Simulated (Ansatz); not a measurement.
# Electron–phonon coupling and T_c of Tc, calculated with Ansatz

Space group P6_3/mmc (No. 194), 2 atoms in the cell of the first input below: a = 2.723 Å, b = 2.723 Å, c = 4.360 Å, α = 90.00°, β = 90.00°, γ = 120.00°.

The cell was built from a prototype of a structure type listed for this element, relaxed without spin–orbit coupling to zero pressure (pressure 0.0 GPa with this functional, without spin–orbit coupling). Functional: PBEsol.

Input:

```yaml
crystal:
  lattice:
    - [2.7227423021, 0.0, 0.0]
    - [-1.3613711511, 2.3579640016, 0.0]
    - [0.0, 0.0, 4.3602905366]
  atoms:
    - { symbol: Tc, position: [0.3333333333, 0.6666666667, 0.75] }
    - { symbol: Tc, position: [0.6666666667, 0.3333333333, 0.25] }
basis:
  ecutwfc: 600
  ecutrho_ratio: 5
kpoints:
  mp_grid: { grid: [14, 14, 8] }
hamiltonian:
  xc: pbesol
scf:
  occupations: { method: methfessel_paxton, width: 0.2 }
output: {}
phonons:
  supercell: [2, 2, 2]
  qpath:
    path:
      - [[0.0, 0.0, 0.0], [0.5, 0.0, 0.0], [0.33333333, 0.33333333, 0.0], [0.0, 0.0, 0.0], [0.0, 0.0, 0.5], [0.5, 0.0, 0.5], [0.33333333, 0.33333333, 0.5], [0.0, 0.0, 0.5]]
      - [[0.5, 0.0, 0.5], [0.5, 0.0, 0.0]]
      - [[0.33333333, 0.33333333, 0.5], [0.33333333, 0.33333333, 0.0]]
    npoints: 6
  electrical_resistivity: { mesh: [28, 28, 16], temperatures: [50, 100, 200, 300, 500] }
  superconductivity: { mesh: [28, 28, 16], eliashberg_equations: false }
  masses: [{ species: Tc, mass: 98.0 }]
```

```bash
ansatz run input.yaml --threads 8 --pin off --max-ram 15360MiB --backend cpu --events-out ev --progress --plain --runs-dir out
```

Time: 2.7 min on 8 threads of Intel(R) Xeon(R) 6975P-C (Granite Rapids), on a shared host, peak memory 5.6 GiB.

On the finest mesh λ = 0.8286, ω_log = 19.107 meV, N(E_F) = 0.900 states per eV, spin and cell. λ by mesh: 28×28×16 0.829, 14×14×8 0.841, 7×7×4 0.881.

Task: What T_c does McMillan's formula in the Allen–Dynes form give for μ* = 0.10?

Result: T_c = (ω_log/1.2) exp[−1.04(1+λ)/(λ − μ*(1+0.62λ))] = (221.73 K/1.2) × exp(−1.9017/0.6772) = 11.14 K (the run, unrounded: 11.15 K). By mesh, finest first, the same formula gives 11.15, 11.47, 12.48 K.

```csv
μ*,McMillan (K),Allen–Dynes with strong-coupling factors (K)
0.08,12.57,13.16
0.10,11.15,11.63
0.12,9.77,10.16
0.13,9.11,9.46
0.14,8.46,8.77
0.16,7.21,7.46
0.20,4.97,5.11
```

Caveats: small supercell, couplings not converged in it; with so small a supercell and a typed μ*, T_c can miss a measured one by a factor of two or more.

The calculation places hcp technetium at intermediate coupling, with λ = 0.8286 and phonon-mediated pairing strong enough for superconductivity over the whole tabulated range of μ*. T_c falls steadily from 12.57 to 4.97 K in McMillan's formula as μ* rises, because the retarded Coulomb repulsion subtracts from the attraction inside an exponential. The strong-coupling factors raise T_c only slightly in every row, so the choice of μ* matters far more than the choice between the two formulas.

The electrons at the Fermi level are mainly 4d in character, and their directional bonding makes the electronic structure sensitive to atomic displacements, which probably sustains the coupling despite a stiff lattice.

At μ* = 0.10 the result of 11.15 K lies above the measured transition of technetium, probably because λ is overestimated; it still falls with each refinement of the mesh. A larger μ* would bring T_c down to experiment, but such agreement would not determine the Coulomb repulsion, since an error in λ can be compensated by μ*.
